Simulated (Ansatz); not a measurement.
## Redistribution: C2H2BrF + C2H3F2I → C2H2FI + C2H3BrF2

Gas-phase species: C2H2BrF `C=C(F)Br`, singlet; C2H3F2I `FCC(F)I`, singlet; C2H2FI `C=C(F)I`, singlet; C2H3BrF2 `FCC(F)Br`, singlet. The partners trade Br for I; both sit on C, so the bond types are kept.

Shapes, held fixed at every level: PBE0-D4/def2-TZVP. Flexible molecules stand in one conformer, not always the lowest. Programs: Ansatz 0.2.0. Electronic energies: no zero-point or thermal term.

| level | kind | ΔE (kJ/mol) | less CCSD(T)/def2-TZVPP |
| --- | --- | --- | --- |
| PBE-D4/def2-TZVPP | GGA | +6.8 | +3.6 |
| r2SCAN-D4/def2-TZVPP | meta-GGA | +6.2 | +3.0 |
| B3LYP-D4/def2-TZVPP | global hybrid | +4.4 | +1.2 |
| PBE0-D4/def2-TZVPP | global hybrid | +5.5 | +2.3 |
| wB97M-V/def2-TZVPP | range-separated hybrid | +3.6 | +0.4 |
| wB97X-V/def2-TZVPP | range-separated hybrid | +3.3 | +0.1 |
| MP2/def2-TZVPP | perturbation theory | +4.6 | +1.4 |
| CCSD(T)/def2-TZVPP | coupled cluster or CI | +3.2 | 0.0 |

The highest level, CCSD(T)/def2-TZVPP, gives ΔE = +3.2 kJ/mol; the levels span +3.2 to +6.8. That is about zero within the method's error. The column of differences is taken from that level and isn't an error. No measured value is set beside it here. For atoms past krypton def2 sets carry core potentials with scalar relativity. Relativity is left out for Br. Outer-core shells of Br, I are correlated, in sets that cover them unevenly.

The exchange is close to thermoneutral, as expected when one C–Br and one C–I bond are present on each side. The much greater intrinsic strength of C–Br over C–I largely cancels, leaving only the difference in how the two halogens respond to moving between a vinylic and a saturated carbon. Both generally bind more strongly to the vinylic carbon, whose greater s character shortens the bond and whose π system can accept some halogen lone-pair density. The small positive values would fit a slightly larger gain for bromine, whose p orbitals overlap better with carbon than the more diffuse ones of iodine, but a preference this slight can't be taken as established.

The semilocal functionals give the largest values and the range-separated hybrids lie closest to coupled cluster, with the global hybrids and MP2 in between; differing treatments of exchange and dispersion may both contribute. Close agreement here reflects a balanced exchange and doesn't show that any of these functionals would give accurate individual C–Br or C–I bond energies.
